The isotropic shielding of a nucleus tells by what fraction the electrons weaken an applied magnetic field at that nucleus, averaged over all directions of the field. It is given in parts per million, and a lower shielding means a signal at higher chemical shift. Here the nucleus is that of an oxygen atom with a propyl chain on one side and a varied group, marked *, on the other. The values come from a hybrid density functional with a basis of double-zeta size, for one gas-phase conformer of each molecule.

Non-relativistic PBE0/pcSseg-1 calculations with PySCF 2.14.0, using density fitting, on gas-phase molecules *OCCC (SMILES, * = varied group) at GFN2-xTB geometries. The marked atom is the O that carries the group. Its shielding is split into diamagnetic and paramagnetic parts as in the GIAO formula, and the span is the highest minus the lowest principal value.

| group * | formula | binding atom | its electronegativity | point group | bond from the marked atom to the group (Å) | sum of bond angles at the marked atom (°) | torsion about that bond, heaviest neighbours (°) | isotropic shielding (ppm) | diamagnetic (ppm) | paramagnetic (ppm) | span (ppm) | IAO charge of the marked atom (e) | HOMO-LUMO gap (eV) |
| --- | --- | --- | --- | --- | --- | --- | --- | --- | --- | --- | --- | --- | --- |
| *[SiH2]CCl | C4H11ClOSi | Si | 1.9000 | Cs | 1.615 | 129 | 180 | 301.4 | 401.0 | -99.6 | 34 | -0.65 | 8.49 |
| *[SiH2]OC | C4H12O2Si | Si | 1.9000 | n/a | 1.605 | 132 | 67 | 283.0 | 400.8 | -117.7 | 112 | -0.64 | 9.03 |
| *[SiH2]C1CC1 | C6H14OSi | Si | 1.9000 | C1 | 1.620 | 129 | 176 | 299.2 | 400.8 | -101.6 | 91 | -0.64 | 8.53 |
| *[GeH2][NH2] | C3H11GeNO | Ge | 2.0100 | Cs | 1.765 | 128 | 180 | 286.0 | 407.6 | -121.6 | 84 | -0.64 | 8.69 |
| *B | C3H9BO | B | 2.0400 | C1 | 1.320 | 125 | 1 | 95.0 | 393.4 | -298.4 | 460 | n/a | n/a |

## What happens

With a silicon or germanium group on the oxygen, the shielding lies between 283 and 301 ppm. With a BH₂ group, printed as \*B because its hydrogens are implicit, it falls to 95 ppm. The cause is best sought in something that sets the boron group apart from the others.

## The tempting answer: electronegativity

An electropositive neighbour leaves more electron density on oxygen, and more density suggests more shielding. By that reasoning germanium and boron should act almost alike, since their Pauling electronegativities differ by only 0.03. If the step from silicon to germanium is carried on to boron, the forecast is 284 ppm, far above the computed 95. That step is itself uncertain, because the other substituents change along with the binding atom, but no reasonable correction to it closes a gap of this size.

The charge on oxygen is no better a guide among the silicon and germanium rows. It stays between −0.64 and −0.65 e, while the paramagnetic part of the shielding varies by 22 ppm. Whether a change of charge adds to the drop in the boron compound is untested.

## Where the drop sits

Shielding has two parts. In the diamagnetic part, the field makes the electrons circulate so that they oppose it at the nucleus. In the paramagnetic part, the field mixes occupied orbitals with vacant ones, and the currents that result usually reduce the shielding. From the germanium to the boron compound, about 93 % of the drop lies in the paramagnetic part. The division depends on the formalism. Within the one used here the diamagnetic part changes little, which suggests that the field finds it easier to mix orbitals near this oxygen.

The direction of the field gives a sharper clue. Shielding is a tensor with three principal values, one for each of three perpendicular field directions, and the isotropic shielding is their mean. From the germanium to the boron compound, the lowest value falls by 360 ppm and the middle one by 229 ppm, while the highest rises by 16 ppm. The methoxysilyl compound, which contains nothing heavier than silicon, gives the same picture: its highest value is almost the same as the 343 ppm of the boron compound. Sorted values need not belong to matching directions in two molecules. Here that does no harm: two values of the boron compound lie below all three of the germanium compound, and the third lies above them. Whatever boron does, it lowers the shielding for two field directions and spares the third.

## The mechanism: a vacant orbital at right angles

Boron in this molecule has three neighbours and six valence electrons, which leaves one p orbital empty. That orbital stands perpendicular to the plane of the boron group. The torsion about the O–B bond is 1°, so the C–O–B plane and the plane of the boron group almost coincide. The empty orbital therefore lines up with the oxygen lone pair that also stands perpendicular to this plane, and the lone pair can spread into it.

The sharing produces two orbitals. The lower one is a filled π bond, mostly on oxygen. The upper one is a vacant π\* orbital, mostly on boron but with some weight on oxygen. This weight matters, because the paramagnetic effect is strongest where the mixing takes place close to the nucleus. A vacant orbital that lived on boron alone would do little for the oxygen shielding.

A magnetic field acts on a p orbital like a small rotation about the field axis. If the field lies in the C–O–B plane, it tips in-plane p density on oxygen out of the plane, towards π\*. If the field is perpendicular to the plane, the rotation keeps the density in the plane, where it cannot meet π\*. The mechanism thus deshields two directions and leaves the third nearly alone, which is the pattern of the computed principal values.

Silicon and germanium with four neighbours have no empty p orbital of this kind. They can accept lone-pair density only into antibonding σ\* orbitals, which is a weaker interaction. The orbital energies agree with this view: the lowest vacant orbital lies at −0.12 eV in the boron compound and between 0.50 and 1.16 eV in the others. Positive values of this kind depend on the basis, so only the direction of the difference counts. The O–B bond of 1.32 Å also fits a partial double bond, although boron's small size shortens it as well.

The assignment to π\* remains an argument from theory. The sorted principal values show that two directions are affected, but not how these lie in the molecule.

## Could a smaller energy gap do it?

Ramsey's theory gives the paramagnetic part as a sum over excited states. In a simple orbital picture these become pairs of occupied and vacant orbitals. Each term is a coupling strength divided by an energy difference. The simplest shortcut replaces all these differences by the gap between the highest occupied and lowest vacant orbital, and takes the coupling strength as constant:

paramagnetic part = −C / gap

The constant C was fitted to the four silicon and germanium rows, which gave 954 ppm·eV. The boron row was left out of the fit because only it has the empty p orbital. Its gap, from the orbital energies of the same calculation, is 8.32 eV, so the estimate is

−954 / 8.32 ≈ −115 ppm.

The computed value is −298 ppm, so the shortcut misses about 60 % of it. To reach that value it would need a gap of 3.2 eV. Even within the fitted rows the formula is poor: the methoxysilyl compound has the widest gap, yet a more negative paramagnetic part than the other two silicon compounds. It is also twisted differently about the O–Si bond, which blurs that comparison.

The failure is instructive. The gap tells how far away the first vacant orbital is, but not whether the field can reach it from oxygen. If the mechanism above is right, a low vacant orbital in the boron compound has both weight on oxygen and the right orientation. The orbital pairs that count for oxygen can then couple more strongly, or lie closer in energy, although the gap between the highest occupied and lowest vacant orbital hardly changes.

## Could everything simply grow alike?

A tighter p shell on oxygen, or a lower average excitation energy, would enlarge the paramagnetic effect in all directions by the same factor. This can be tested with the highest principal value of the germanium compound, 327 ppm. If the diamagnetic part is taken as equal in all directions, which is a rough assumption, the steps are as follows (worked with unrounded values, printed rounded):

- paramagnetic component in that direction: 327 − 408 = −80 ppm, allowing for rounding
- enlarged by the ratio of the total paramagnetic parts: −80 × (298/122) ≈ −197 ppm
- added to the diamagnetic part of the boron compound: 393 − 197 = 196 ppm

The calculation gives 343 ppm. The estimate uses the boron compound's own total, so only the distribution over directions is tested, and there it fails by roughly 150 ppm. Uniform growth is therefore a poor description, and a direction-selective coupling is the better one. The printed output after this text holds these comparisons and the fit.

## What to do about it

Before estimating an oxygen shielding from electronegativity, look at the binding atom's coordination. Three questions lead to the likely trend in a related molecule. Is there a low vacant orbital next to the oxygen? Does it share density with an oxygen lone pair? Does it stand at right angles to other occupied p density on oxygen? Three times yes points to a strongly lowered shielding. This rule rests on a single boron compound and on the mechanism argued above.

Ask for the three principal values as well as their mean. Two of the silicon compounds have nearly the same isotropic shielding, 301 and 299 ppm, but spans of 34 and 91 ppm between highest and lowest principal value. The mean hides such differences, and it would also have hidden the clue that separates the explanations here.

Do not rank compounds that differ by a few ppm at this level. The basis is modest, each molecule is represented by one conformer, and the spin-orbit contribution of germanium is left out. The large contrast does not hinge on that contribution, because the silicon compounds show it too. To settle the mechanism, have the shielding resolved into orbital contributions and the tensor axes drawn in the molecule: the two deshielded directions should lie in the C–O–B plane.

Output of the analysis:

```
Isotropic shielding, boron row less germanium row, ppm: -191
Isotropic shielding, boron row less mean of silicon rows, ppm: -199.5
Paramagnetic part, boron row less germanium row, ppm: -176.8
Diamagnetic part, boron row less germanium row, ppm: -14.2
Paramagnetic share of the drop from germanium to boron, percent: 92.57
Shielding of boron row predicted from the electronegativity step Si to Ge, ppm: 283.7
Range of oxygen charge in the Si and Ge rows, e: 0.01
Range of paramagnetic part in the Si and Ge rows, ppm: 22
Frontier gap from orbital energies:
           row  gap in eV  paramagnetic part in ppm
    *[SiH2]CCl      8.492                     -99.6
     *[SiH2]OC      9.032                    -117.7
  *[SiH2]C1CC1      8.529                    -101.6
  *[GeH2][NH2]      8.693                    -121.6
            *B      8.324                    -298.4
fit of para on 4 rows (tet): coefficient of ig -954 +/- 59; rms 11.8, worst *[SiH2]CCl -12.7, leave-one-out rms 15.7
  rows outside the fit (model, value, miss): *B -114.6, -298.4, 184
Gap that the one-gap formula would need for the boron row, eV: 3.197
Lowest principal value, boron row less germanium row, ppm: -359.6
Middle principal value, boron row less germanium row, ppm: -229.3
Highest principal value, boron row less germanium row, ppm: 15.99
Ratio of paramagnetic parts, boron row to germanium row: 2.454
Highest principal value of boron row if all paramagnetic components grew alike (rough), ppm: 196.4
Highest principal value of boron row as computed, ppm: 343.3
```
